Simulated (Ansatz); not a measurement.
From the elastic tensor of Cu at 3 GPa (stress–strain coefficients) to moduli and sound speeds

All numbers below come from DFT PBEsol, scalar-relativistic, plane waves, PAW in Ansatz. Plane waves to 420 eV; Γ-centred k mesh 18×18×10; Fermi-Dirac smearing of 0.15 eV. No spin polarisation.

It takes space group P6_3/mmc (No. 194, hexagonal). Conventional cell: a = 2.503 Å, b = 2.503 Å, c = 4.105 Å, α = 90.00°, β = 90.00°, γ = 120.00°. Cu (site symmetry -6m2) is surrounded by 12 Cu at 2.50 to 2.51 Å.

In a metal, frequencies and elastic constants depend on the k mesh and the smearing, soft modes and shear constants most.

Relaxed-ion constants (GPa, on the Cartesian axes of the calculation):
C11 = 270.9, C12 = 163.1, C13 = 111.8, C22 = 270.9, C23 = 111.8, C33 = 317.9, C44 = 49.1, C55 = 49.1, C66 = 53.9 GPa; the others vanish.

Density 9.476 g/cm³; 2 atoms in 22.27 Å³.

The values that follow are for a polycrystal of randomly turned grains, by Hill's mean where one number stands.

With S = C⁻¹: B_V = (C11+C22+C33+2(C12+C13+C23))/9, G_V = (C11+C22+C33−C12−C13−C23+3(C44+C55+C66))/15, 1/B_R = S11+S22+S33+2(S12+S13+S23), 15/G_R = 4(S11+S22+S33−S12−S13−S23)+3(S44+S55+S66); Hill is their mean. Then v_l = √((B+4G/3)/ρ), v_t = √(G/ρ), v_m = [(2/v_t³+1/v_l³)/3]^(−1/3) and Θ = (ħ/k_B)·v_m·(6π²n/V)^(1/3) for n atoms in the volume V; E = 9BG/(3B+G), ν = (3B−2G)/(2(3B+G)) and A^U = 5G_V/G_R + B_V/B_R − 6.

```
Bulk modulus, Voigt / Reuss / Hill          : 181.5 / 181.5 / 181.5 GPa
Shear modulus, Voigt / Reuss / Hill         : 62.0 / 57.2 / 59.6 GPa
Young's modulus                             : 161 GPa
Poisson ratio                               : 0.352
Pugh ratio B/G                              : 3.05
Universal anisotropy index                  : 0.42
Longitudinal and transverse sound speeds    : 5247 and 2507 m/s
Debye temperature from the mean sound speed : 376 K
```

This form isn't the element's structure at ambient conditions.

Cost: 1 run of about 11 core-minutes, on Arm Neoverse V1 (shared hosts).

The hexagonal crystal resists compression far more than shear, as expected for copper, where a filled d shell and delocalised sp electrons give cohesion that depends strongly on volume but little on bond angle. C13 and C12 well above C44 and C66 point the same way, to many-body metallic bonding rather than central pair forces.

The coinciding Voigt and Reuss bulk moduli show that the lattice shrinks almost equally along and across the c axis, so pressure should barely change the axial ratio. The anisotropy lies in shear: C44 and C66 are similar and soft, whereas stretching c against the basal plane at fixed volume is much stiffer, probably because it alters nearest-neighbour distances more directly than sliding close-packed layers does.

Density and bulk modulus look somewhat high for copper at so modest a pressure, probably because the functional makes the bonds slightly short. The constants meet the criteria for stability against small homogeneous strains, which doesn't settle whether this stacking can compete with the cubic one.
